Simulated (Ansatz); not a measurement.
# A series in volume scale on Cu

All results are calculated (Ansatz 0.2.0). Free energy against uniform scaling of the volume at fixed shape and fractions; periodic cell, basis, potentials, k mesh and filling as listed.

The cell before it is scaled or strained (space group P6_3/mmc, No. 194):
```
Cu
1.0
      2.5308     0.0000     0.0000
     -1.2654     2.1917     0.0000
      0.0000     0.0000     8.2618
Cu
4
Direct
  0.00000 0.00000 0.00000
  0.33333 0.66667 0.25000
  0.00000 0.00000 0.50000
  0.66667 0.33333 0.75000
```

Settings of every row: functional PBEsol; dispersion none; potentials PAW; wave cutoff 380.96 eV; density cutoff 1523.8 eV; k mesh 10x10x3; k shift 0x0x0; occupations fermi dirac; smearing width 0.1 eV; spin none; SCF threshold exponent -5.

Limits: coarse k mesh, up to 40 meV an atom off; cutoff under the advised one; loose SCF threshold; stress loosely converged; the cell comes from a prototype or a list of computed structures and needn't be the stable phase.

| row | volume scale | V (Å³/atom) | energy above lowest point (meV/atom) | pressure (GPa) |
| --- | --- | --- | --- | --- |
| 1 | 0.9 | 10.311 | 57.5 | 19.98 |
| 2 | 0.925 | 10.597 | 27.9 | 13.26 |
| 3 | 0.95 | 10.884 | 9.5 | 7.49 |
| 4 | 0.975 | 11.17 | 0.6 | 2.53 |
| 5 | 1 | 11.457 | 0 | -1.73 |
| 6 | 1.025 | 11.743 | 6.5 | -5.4 |
| 7 | 1.05 | 12.029 | 19 | -8.55 |
| 8 | 1.075 | 12.316 | ? | ? |
| 9 | 1.1 | 12.602 | 59 | -13.57 |

Question: what energy above lowest point and pressure should row 8 give?

Worked fit of energy above lowest point. Take u = (V_r/V)^(2/3) − 1 with V_r = 11.314 Å³ an atom, which is twice the finite (Eulerian) strain; such expansions in the strain, on which the Birch-Murnaghan equation of state is built, carry the rest volume and the bulk modulus. The shown rows have u = 0.06384, 0.04461, 0.02617, 0.00858, -0.00834, -0.02451, -0.04003, -0.06935. Least squares give energy above lowest point = −0.64 + 32.2 × u + 13331 × u² + 6712 × u³ meV/atom; a parabola predicts inner rows, each left out in turn, worse (root mean square 0.5 against 0.04 meV/atom). All shown rows lie on it to the printed digit. Its lowest point lies at u = -0.0012, or V = 11.33 Å³ an atom, and the curvature there gives the bulk modulus at fixed shape and fractions, B = (4/9)(1 + u)² E″(u)/V = 167 GPa. Letting shape and atoms relax would as a rule lower it, by much in layered, chain or molecular crystals. The withheld row has u = -0.055, so the fit gives −0.64 + 32.2 × (-0.055) + 13331 × (-0.055)² + 6712 × (-0.055)³ = 36.8 meV/atom.

The calculation gave 36.8 meV/atom. The fit meets it to the printed digit.

Worked fit of pressure. Take u = (V_r/V)^(2/3) − 1 with V_r = 11.314 Å³ an atom, which is twice the finite (Eulerian) strain; such expansions in the strain, on which the Birch-Murnaghan equation of state is built, carry the rest volume and the bulk modulus. The shown rows have u = 0.06384, 0.04461, 0.02617, 0.00858, -0.00834, -0.02451, -0.04003, -0.06935. Least squares give pressure = 0.308 + 252.31 × u + 815.4 × u² + 913 × u³ GPa; a parabola predicts inner rows, each left out in turn, worse (root mean square 0.069 against 0.0094 GPa). The rows lie off it by 0.00, -0.01, 0.00, 0.00, 0.01, 0.00, -0.01, 0.00. The pressure vanishes at u = -0.0012, or V = 11.33 Å³ an atom, and there the bulk modulus at fixed shape and fractions is B = −V dP/dV = (2/3)(1 + u) dP/du = 167 GPa. Letting shape and atoms relax would as a rule lower it, by much in layered, chain or molecular crystals. The withheld row has u = -0.055, so the fit gives 0.308 + 252.31 × (-0.055) + 815.4 × (-0.055)² + 913 × (-0.055)³ = -11.25 GPa.

The calculation gave -11.26 GPa. The fit lies 0.01 GPa (0.03 % of the column's range) above it, one unit of the last digit.
